In tin telluride, each tellurium atom has six tin neighbours, and each tin atom six tellurium neighbours. An electron wave running through this rock-salt lattice meets only two kinds of atom, yet its energy depends strongly on the wave's direction and length. The points Gamma, X, K, U, L and W mark special waves of this kind. If the energies are known at the first four, how well can they be foretold at L and W?

Kohn-Sham bands of rock-salt SnTe in its unrelaxed two-atom cell, computed with Ansatz 0.2.0 using PBEsol, a 420 eV plane-wave cutoff and PAW datasets made for PBE. The calculation is scalar-relativistic, without spin-orbit coupling or spin polarization, and uses a 7×7×7 k-mesh and Fermi-Dirac smearing of 0.0283 eV.

```
k-point  coordinates (reciprocal vectors of the computed cell, not always the standard one)  band v3 (eV from the Fermi level)  band v2 (eV from the Fermi level)  band v1 (eV from the Fermi level)  band c1 (eV from the Fermi level)  band c2 (eV from the Fermi level)  c1 less v1 (eV)
  Gamma                                                                               0 0 0                              -2.14                              -2.14                              -2.14                               3.27                               3.27             5.41
      X                                                                           0.5 0 0.5                              -5.54                              -3.72                              -3.72                               2.12                               4.81             5.84
      U                                                                    0.625 0.25 0.625                              -5.15                              -3.23                              -2.73                               2.96                               2.99             5.69
      K                                                                    0.375 0.375 0.75                              -5.15                              -3.23                              -2.73                               2.96                               2.99             5.69
      L                                                                         0.5 0.5 0.5                                  ?                                  ?                                  ?                                  ?                                  ?                ?
      W                                                                       0.5 0.25 0.75                                  ?                                  ?                                  ?                                  ?                                  ?                ?
```

Band v1 is the highest band that is filled at some point of the calculation's mesh; v2 and v3 are the next two below it, and c1 and c2 the first two above. Three filled bands meet at Gamma, and two of them still meet at X. That is what symmetry demands of p orbitals along x, y and z: all three directions are equivalent at Gamma, two at X. These triplets and pairs belong to a calculation without spin-orbit coupling, which would split the level at Gamma. U and K are equivalent by symmetry, so they count as one result.

The simplest picture gives each atom only its three p orbitals. The filled bands then come mainly from tellurium p and the empty ones from tin p, and each tellurium orbital couples to the tin orbital that points the same way. Coupling pushes the two levels apart about their midpoint M:

E = M ± √(D² + f²)

f = A cos(kₓa/2) − (B/2)[cos(k_y a/2) + cos(k_z a/2)]

Here D is half the distance between the uncoupled levels, a is the cube edge, and k is the wave vector. A stands for head-on overlap and B for sideways overlap; the formula for f is for the x orbital, and the other two follow by exchanging the axes.

Four energies at Gamma and X fix the four constants: M is about 0.57 eV, A about 3.8 eV, and B and D about 2.0 eV each. Two tests remain. The midpoint of v1 and c2 at X should equal M, and it does to within a few hundredths of an eV. This agreement passes over c1, however, which lies far below any empty level that the model allows at X. At K the picture places the three filled bands within about 0.3 eV, but it puts c1 1.2 eV too high. The model is therefore a fair guide to filled states and a poor one to empty states.

At L all three cosines vanish, so tellurium p and tin p don't couple at all. At W this happens for one orbital only, while the other two feel strong coupling of equal size. With p orbitals alone, v1 would lie at −1.46 eV at both points. Something else must decide whether L and W differ.

The likeliest cause is the filled 5s shell of tin. Direct coupling between neighbouring tellurium atoms, which the model leaves out, could also make L and W differ, but at L it would put a pair of states on top and a single state below. Mixing with tin s should do the reverse. The two lobes of a p orbital have opposite signs, so tin s orbitals on either side of a tellurium atom cancel if they are in phase and add if they are out of phase. This mixing follows sines where the p–p coupling follows cosines. The squared strength is zero at Gamma and X, one unit at K and W, and three units at L, where all three p orbitals join in one combination. Since tin s lies below tellurium p, the mixing pushes the upper state up.

The size of one unit can be read from K, where v1 lies 0.50 eV above v2. If the whole splitting is credited to tin s, placed roughly 7 eV below the Fermi level, the lift x at L follows from the usual two-level equation. At K the product of the lift and the distance from v1 to tin s is 0.50 × 4.27, or 2.1 eV². The p–p model makes that state only 78% tellurium p, so a pure tellurium state would have 2.7 eV² per unit. At L the state is pure and the strength three units:

x(x + 7 − 1.46) = 3 × 2.7, so x ≈ 1.2 eV

The lift carries v1 from −1.46 eV to about −0.25 eV. Moving the tin level by 1 eV either way changes this result by only about 0.1 eV.

The forecast for v1 is therefore −0.25 ± 0.4 eV at L and −1.0 ± 0.4 eV at W. The bands v2 and v3 should form a pair at both points, because the mixing takes only one combination of p orbitals and leaves two equivalent ones. The pair is expected at −1.5 ± 0.5 eV at L and at −4.6 ± 0.5 eV at W.

The empty bands need more caution. The error at K suggests that other empty states, perhaps d states, lie low enough to matter. At W the p-only level is 2.59 eV, lower than at K and so presumably further from such states. If half of K's error applies here, c1 lies at 2.0 ± 0.6 eV, and the separation between c1 and v1 is 3.0 ± 0.8 eV.

At L the model would leave a separation of nearly 3 eV, which contradicts a well-known fact: tin telluride has a narrow gap there, a few tenths of an eV wide. The forecast follows that fact instead of the model. It puts the separation at 0.3 ± 0.3 eV and c1 at 0.05 ± 0.6 eV.

The withheld rows as computed:

```
k-point  coordinates (reciprocal vectors of the computed cell, not always the standard one)  band v3 (eV from the Fermi level)  band v2 (eV from the Fermi level)  band v1 (eV from the Fermi level)  band c1 (eV from the Fermi level)  band c2 (eV from the Fermi level)  c1 less v1 (eV)
      L                                                                         0.5 0.5 0.5                              -1.80                              -1.80                              -0.08                               0.02                               0.34             0.10
      W                                                                       0.5 0.25 0.75                              -4.80                              -4.80                              -0.86                               0.79                               4.53             1.65
```

The filled bands came out as forecast, within the stated ranges. Band v1 lies at −0.08 eV at L and at −0.86 eV at W, a difference of 0.78 eV where the mixing model had 0.76 eV. With p orbitals coupled only between nearest neighbours there would be no difference. Such close agreement is better than the model deserves, since both levels lie about 0.15 eV above their forecasts. Still, the result supports the idea that the filled tin s shell raises the top of the valence band at L, though only the orbital make-up of the states could confirm it.

The pairs appear at both points too. At L the single state lies above the pair, as mixing with tin s would have it; direct coupling between tellurium atoms alone would give the opposite order. However, the pair lies about 0.3 eV lower than forecast, so v1 stands 1.7 eV above it instead of 1.2 eV. The simple model has the right order of levels but understates how far the top state separates from the others.

The clear failure is c1 at W. It lies at 0.79 eV, well below the forecast range, and the separation of 1.65 eV misses its range as well. The p-only level is 1.8 eV too high here, a larger error than at K, so the argument for carrying over only half of K's error was wrong. X had already given a warning: there, too, c1 lies far below the level that the p orbitals predict. At X, c1 may be a band of a different kind. At W, it may instead be a tin p level that lies lower than the fit allows, since the model leaves out coupling between tin atoms. The energies alone can't decide this.

At L, c1 and the separation fall within their ranges, but the credit goes to the known narrow gap. The p-only model would have put c1 2.6 eV too high. Among the points in the table, L has both the highest filled and the lowest empty level, so the smallest separation is direct there. The true minimum may lie slightly away from this point.

That separation is 0.10 eV, and here the level of theory matters most. Spin-orbit coupling can shift the gap by tenths of an eV, more than the whole separation. A narrow gap also responds to the density functional and to the cell size, which was not relaxed. Besides, the PAW datasets were made for the PBE functional, not for PBEsol. The value of 0.10 eV is thus no basis for estimating how many carriers heat will create; in real crystals, missing tin atoms supply most of the holes anyway. The separation between v1 at L and at W is much larger, so it's safer to say that holes collect at L before W. Other high points of the valence band may lie between the points listed here.

The same reasoning carries over to neighbouring compounds. Lead telluride has the same structure and a filled s shell on the metal, so its valence band should also peak at L, as it is known to do. The lift isn't the only reason: even without it the model puts L above Gamma, because p–p coupling lowers the filled level at Gamma and vanishes at L. Calcium telluride should behave differently. Calcium's outer s level is empty and lies above tellurium p, so mixing with it pushes filled states down, not up. Its empty p levels also lie much higher, so p–p coupling lowers the filled level at Gamma less. Direct coupling between tellurium atoms, which raises that level, then counts for more. Its valence band is known to peak at Gamma. The output printed below sets each forecast beside its computed value.

What remains open is the character of the two edge states at L. In cubic tin telluride they are known to be inverted once spin-orbit coupling is included: the state one would expect on top of the filled bands has changed places with the one at the bottom of the empty bands. Energies alone can't show whether that exchange has already happened at a separation of 0.10 eV. If it has, the state lifted by tin s is c1 instead of v1, which still lies within the range forecast for the lifted state. To settle this, one would need the symmetry of both states, calculated with and without spin-orbit coupling.

Printed output of the fit:

```
Band v1 in eV (error bar at L and W 0.4):
    row  p-only  with Sn s  computed  computed less forecast
  Gamma   -2.14      -2.14     -2.14               4.441e-16
      X   -3.72      -3.72     -3.72               4.441e-16
      U  -3.022     -2.543     -2.73                  -0.187
      K  -3.022     -2.543     -2.73                  -0.187
      L   -1.46    -0.2479     -0.08                  0.1679
      W   -1.46     -1.005     -0.86                  0.1452
Bands v2 and v3 in eV (error bar at L and W 0.5):
    row  v2 p-only  v2 computed     v2 miss  v3 p-only  v3 computed    v3 miss
  Gamma      -2.14        -2.14  -8.882e-16      -2.14        -2.14          0
      X      -3.72        -3.72   4.441e-16      -5.54        -5.54  8.882e-16
      U     -3.022        -3.23     -0.2079     -4.995        -5.15    -0.1546
      K     -3.022        -3.23     -0.2079     -4.995        -5.15    -0.1546
      L      -1.46         -1.8     -0.3396      -1.46         -1.8    -0.3396
      W     -4.615         -4.8     -0.1849     -4.615         -4.8    -0.1849
Band c1 (error bar 0.6) and c1 less v1 (error bar 0.3 at L and 0.8 at W) in eV:
    row  c1 p-only  c1 forecast  c1 computed   c1 miss  separation forecast  separation computed  separation miss
  Gamma       3.27         3.27         3.27         0                 5.41                 5.41       -4.441e-16
      X       4.85         4.85         2.12     -2.73                 8.57                 5.84            -2.73
      U      4.152        4.152         2.96    -1.192                6.695                 5.69           -1.005
      K      4.152        4.152         2.96    -1.192                6.695                 5.69           -1.005
      L       2.59      0.05213         0.02  -0.03213                  0.3                  0.1             -0.2
      W       2.59        1.994         0.79    -1.204                    3                 1.65            -1.35
Midpoint of v1 and c1 at Gamma, eV: 0.565
Midpoint of v1 and c2 at X, eV: 0.545
v1 less v2 at K, eV: 0.5
c1 at K, computed less p-only, eV: -1.192
v1 forecast at L if Sn s lies at -6 eV, eV: -0.3506
v1 forecast at L if Sn s lies at -8 eV, eV: -0.1699
v1 at L less v1 at W, forecast, eV: 0.7573
v1 at L less v1 at W, computed, eV: 0.78
v1 less v2 at L, forecast, eV: 1.213
v1 less v2 at L, computed, eV: 1.72
c1 at L, computed less p-only, eV: -2.57
c1 at W, computed less p-only, eV: -1.8
```
